# Squeezing and pulling a cubic nitride along one edge

A cube of AlGa₃N₄ is shortened or lengthened along its edge a, while the edges b and c find their own length. Every atom has four neighbours at the corners of a tetrahedron, as in zincblende. Negative strain means squeezing, and a positive stress means that the crystal pushes back. "c over a" is the ratio of a free edge to the strained one.

Cubic AlGa3N4 (8-atom cell, a = 4.465 Å) strained along a, with b, c and the atoms relaxed within the symmetry and the cell angles held. Computed with Ansatz 0.2.0: r2SCAN, scalar-relativistic, no spin polarisation, plane-wave PAW, 500 eV cutoff, 6×6×6 k mesh, Gaussian smearing of 0.02 eV. Stress is positive in compression, and stress zz equals stress yy.

| strain (%) | energy change (meV/atom) | volume change (%) | c over a | stress xx (GPa) | stress yy (GPa) |
| --- | --- | --- | --- | --- | --- |
| -3 | 5.4 | -0.88 | 1.0421 | 5.00 | 0.01 |
| -1.5 | 1.4 | -0.44 | 1.0207 | 2.62 | 0.00 |
| 0 | 0.0 | 0.00 | 1.0000 | 0.01 | 0.01 |
| 1.5 | 1.4 | 0.47 | 0.9802 | -2.85 | 0.00 |
| 3 | 5.9 | 0.96 | 0.9612 | -5.93 | 0.00 |

## 1. Where do the free sides go?

They move against the imposed strain: out when the crystal is squeezed, in when it is pulled. The column "stress yy" stays at or below 0.01 GPa, so nothing holds the sides back. The volume change tells how far they go. At +3 % the edge a adds 3 % to the volume and the two sides take back about 1 % each, which leaves the 0.96 % of the table.

The Poisson ratio $\nu$ is the sideways shrinkage divided by the lengthening along a. The two rows at ±1.5 % give $\nu \approx 0.35$. At one half, the sides would just make up for the strain and the volume would stay put for small strains. Here they make up for only about two thirds of it, so squeezing lowers the volume and pulling raises it.

## 2. Why do the sides move at all, and why not further?

A tetrahedral network has two ways to yield: its bonds can change length, or they can turn. Turning is the cheaper way, because a bond resists a change of length much more than a change of direction. When the crystal is pulled along a, the bonds swing towards a, and their ends come closer to the axis. That draws the sides in.

Suppose the bonds were rigid rods. Each bond runs from the corner of a small box to its centre, so its squared length is proportional to $a^2 + b^2 + c^2$. To keep this sum fixed while a grows by 1 %, b and c must each shrink by half a per cent. Rigid rods that turn freely thus give $\nu = 1/2$, and the calculated value is lower because the bonds do yield a little and the angles do resist.

The cell edges show how the work is shared, if the atoms are taken to follow the cell. At +3 % the mean bond is then only 0.35 % longer, while the bond angle that straddles the a axis closes from 109.5° to 107.3°. Most of the strain is taken up by turning. The real nitrogen atoms sit slightly off the centres of their tetrahedra, since Al–N bonds are shorter than Ga–N bonds, and the relaxed positions that the runs give for them under strain are not used here. These figures therefore describe an average bond, not the Al–N and Ga–N bonds one by one.

The same picture is a guide to other elements. More ionic bonding is less particular about angles, so a more ionic zincblende crystal tends to have a Poisson ratio nearer to one half. Strongly directional bonds pull it the other way.

## 3. How stiff is the crystal, and what if the sides were clamped?

With free sides, the two rows at ±1.5 % give a Young's modulus $Y$ of about 182 GPa. This is the slope of force per original area against strain, taken straight across the unstrained state. It is the number to use for a bar loaded along a cube edge with nothing touching its flanks.

Clamped sides close the cheap way out. The bonds can no longer turn without changing length, and for small strains the mean bond length must change by a third of the strain: 1 % at 3 % strain, about three times as much as with free sides. The crystal must then be stiffer. For a cubic crystal loaded along an edge, linear elasticity gives the clamped stiffness as

$$C_{11} = Y\,\frac{1-\nu}{(1+\nu)(1-2\nu)} \approx 291\ \text{GPa}.$$

That is 1.6 times the value with free sides. The flanks would also carry load: a 3 % squeeze would press on them with nearly 5 GPa. Both figures are estimates from the small-strain slopes, since no row with clamped sides was calculated.

## 4. Which digits can be trusted?

The stresses serve better than the energies at small strain. Energy grows with the square of the strain and stress only in proportion to it, so near the minimum there is little energy to read. At ±1.5 % the rounding of the energy alone amounts to 3.6 % of its value, against 0.2 % for the stress. The two equal entries of 1.4 meV/atom therefore do not show that both directions cost the same. The stresses of those rows, 2.62 GPa in compression and 2.85 GPa in tension, already differ.

At ±3 % the difference between 5.4 and 5.9 meV/atom is real within this calculation. The stress confirms it. Adding up the work done by the force, with Simpson's rule over three rows on each side, gives 5.5 meV/atom for squeezing and 5.9 for pulling. Energy and stress come from the same runs, so their agreement shows that the numbers are consistent, not that nature would give the same.

For use outside the calculation, two figures of the modulus are enough. The crystal is at zero temperature without zero-point motion, and another density functional would shift the result. The atoms were also relaxed only within the symmetry of the strained cell, so a distortion that breaks this symmetry would have gone unseen.

## 5. Why is it harder to pull than to squeeze?

At 3 % the stress is 5.93 GPa in tension but only 5.00 GPa in compression. Part of this is bookkeeping. Stress is force divided by the present area, and a pulled crystal has become thinner. Referred to the original area, the excess of tension over compression falls from 19 % to 14 %, so most of it remains to be explained.

The turning bonds offer a reason. A bond that lies well across the pull can yield by swinging round. The further it has swung towards the load axis, the more directly each additional bit of length along a has to stretch it. Squeezing turns the bonds away from the axis, and the load then has a poorer grip on their length. The network stiffens when pulled and softens when squeezed, even if the bonds themselves are perfect springs.

A simple spring model shows how large such a stiffening can be, though it does not single out the turning as its cause. If the atoms follow the cell, the squared bond lengths, and the scalar products that fix the angles between bonds, depend on the cell edges only through $a^2$, $b^2$ and $c^2$. Let the energy be quadratic in the changes of these quantities. With $e$ the strain as a fraction, half the relative change of $a^2$ is $e + e^2/2$. If the sides are free to adjust, the energy per original volume is $\tfrac12 Y (e + e^2/2)^2$, and its slope is the force per original area:

$$P = Y\,(1+e)\left(e + \tfrac{e^2}{2}\right).$$

Take the row at +3 %, which played no part in finding $Y$. The bracket is $0.03 + 0.00045 = 0.03045$. Multiplied by 1.03 and by 182.3 GPa, it gives 5.72 GPa. The calculated force per original area is 5.81 GPa, while a straight Hooke line gives 5.47 GPa.

## 6. How far does that explanation carry?

The spring model gets the sign right and about two thirds of the asymmetry in the force. The model makes tension 9 % harder than compression at 3 % strain, where the calculation finds 14 %. That is compatible with the picture of turning bonds but is no test of it. A straight chain, in which nothing turns, would obey the same formula if its energy were quadratic in squared length. Writing the energy in this way is also a choice, and another spring law with the same small-strain stiffness could give a clearly different asymmetry.

The sides expose a clear failure. In the model the Poisson ratio rises from 0.34 at −3 % to 0.36 at +3 %. In the calculation it falls, from 0.36 to 0.33. The pulled crystal keeps its sides further out than the model would have them, and the squeezed one pushes them further out as well.

Real bonds need not follow the spring law of the model, and their stiffness may also change as the angles around them are bent. Either could play a part here, but total energies and stresses do not separate them. The model is therefore a fair guide to the force along a and a poor one to how the sideways response changes with strain.

## 7. Why does the band gap shrink both ways?

The same runs give a gap of 2.82 eV for the unstrained crystal, 2.76 eV at −3 % and 2.68 eV at +3 %. If only the volume mattered, one direction should open the gap and the other close it. The loss of the cubic shape must be at work.

In such a nitride the top of the valence band is made mainly of nitrogen p orbitals, one along each cube edge. In the cube, the three directions are equal and so are the three energies. Strain along a makes one direction different, and one level parts from the other two. Whichever way the strain goes, something moves up from the common centre, and the highest filled level sets the gap.

This picture can be tested. A splitting grows in proportion to the strain. If the centre of the three levels and the conduction-band edge also shift in proportion to strain, those shifts cancel when the gap losses at equal squeeze and pull are added, and the sum is the splitting itself. It comes to 0.09 eV at 1.5 % and 0.19 eV at 3 %, so it doubles when the strain doubles. A smooth curve with a rounded top would have made it four times as large.

The band edges of the same runs show where the kink sits. Added up in the same way, the changes of the valence edge come to 0.17 eV at 3 %, and those of the conduction edge to only −0.02 eV. The kink therefore belongs to the valence band. Whether the splitting is nearer to 0.17 or to 0.19 eV stays open: each run has its own zero of energy, and if that zero does not shift quite in proportion to the strain, both sums change alike.

The larger loss in tension is less certain in its cause. A growing volume usually lowers the gap of such a nitride, which would add to the loss when pulling and offset it when squeezing. The order of the split levels matters too, and the gaps alone do not fix it. In a zincblende crystal, pulling is expected to raise the pair of levels whose orbitals lie across a, and squeezing to raise the single level along a, which moves twice as far. On its own this would make squeezing cost more of the gap, so the effect of volume would have to outweigh it. Spin-orbit coupling, left out here, is expected to weaken the kink close to zero strain without rounding it off, and the functional makes the gaps themselves too small. The changes with strain deserve more trust than the absolute values.
